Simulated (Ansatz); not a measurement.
A series in volume scale on ZrHg

All results are calculated (Ansatz 0.2.0). Periodic Kohn-Sham DFT of a crystal at fixed atoms, scaled to volume_scale times the given cell; pressure positive in compression, energy less spherical unpolarised free atoms, largest_vzz the field gradient of largest size among the nuclei.

The cell before it is scaled or strained (space group P4/mmm, No. 123):
```
CELL_PARAMETERS angstrom
3.14700 0.00000 0.00000
0.00000 3.14700 0.00000
0.00000 0.00000 4.17000
ATOMIC_POSITIONS crystal
Zr 0.50000 0.50000 0.50000
Hg 0.00000 0.00000 0.00000
```

Settings of every row: method all-electron PAW; functional PBEsol; relativity scalar; k mesh 13x13x10; filling fermi-dirac; smearing width 0.03 eV; nucleus gaussian.

Atom start moment: 0 on all atoms.

Limits: field gradient without spin-orbit coupling on heavy atoms; no gap: field gradients move with the k mesh; no spin-orbit coupling on heavy atoms.

| row | volume scale | V (Å³/atom) | pressure (GPa) | largest V_zz (1e21 V/m^2) |
| --- | --- | --- | --- | --- |
| 1 | 0.94 | 19.41 | 7.574 | -26.47 |
| 2 | 0.96 | 19.823 | 4.528 | -25.836 |
| 3 | 0.98 | 20.236 | 1.806 | -25.174 |
| 4 | 0.99 | 20.443 | 0.556 | -24.84 |
| 5 | 1 | 20.649 | -0.625 | -24.505 |
| 6 | 1.01 | 20.856 | -1.742 | -24.17 |
| 7 | 1.02 | 21.062 | ? | ? |
| 8 | 1.04 | 21.475 | -4.734 | -23.179 |
| 9 | 1.06 | 21.888 | -6.461 | -22.539 |

Question: what pressure should row 7 give?

Worked fit of pressure. Take u = (V_r/V)^(2/3) − 1 with V_r = 20.546 Å³ an atom, which is twice the finite (Eulerian) strain; such expansions in the strain, on which the Birch-Murnaghan equation of state is built, carry the rest volume and the bulk modulus. The shown rows have u = 0.03865, 0.02417, 0.01019, 0.00336, -0.00333, -0.00993, -0.02905, -0.0413. Least squares give pressure = −0.0435 + 176.261 × u + 522.57 × u² + 420 × u³ GPa; a parabola predicts inner rows, each left out in turn, worse (root mean square 0.0064 against 0.0014 GPa). The rows lie off it by 0.000, 0.000, -0.001, 0.001, 0.000, 0.001, -0.001, 0.000. The pressure vanishes at u = 0.0002, or V = 20.54 Å³ an atom, and there the bulk modulus at fixed shape and fractions is B = −V dP/dV = (2/3)(1 + u) dP/du = 118 GPa. Letting shape and atoms relax would as a rule lower it, by much in layered, chain or molecular crystals. The withheld row has u = -0.0164, so the fit gives −0.0435 + 176.261 × (-0.0164) + 522.57 × (-0.0164)² + 420 × (-0.0164)³ = -2.795 GPa.

The calculation gave -2.797 GPa. The fit lies 0.002 GPa (0.014 % of the column's range) above it; its largest miss of a shown row is 0.001 GPa.

The other values of row 7: largest V_zz -23.837 1e21 V/m^2.
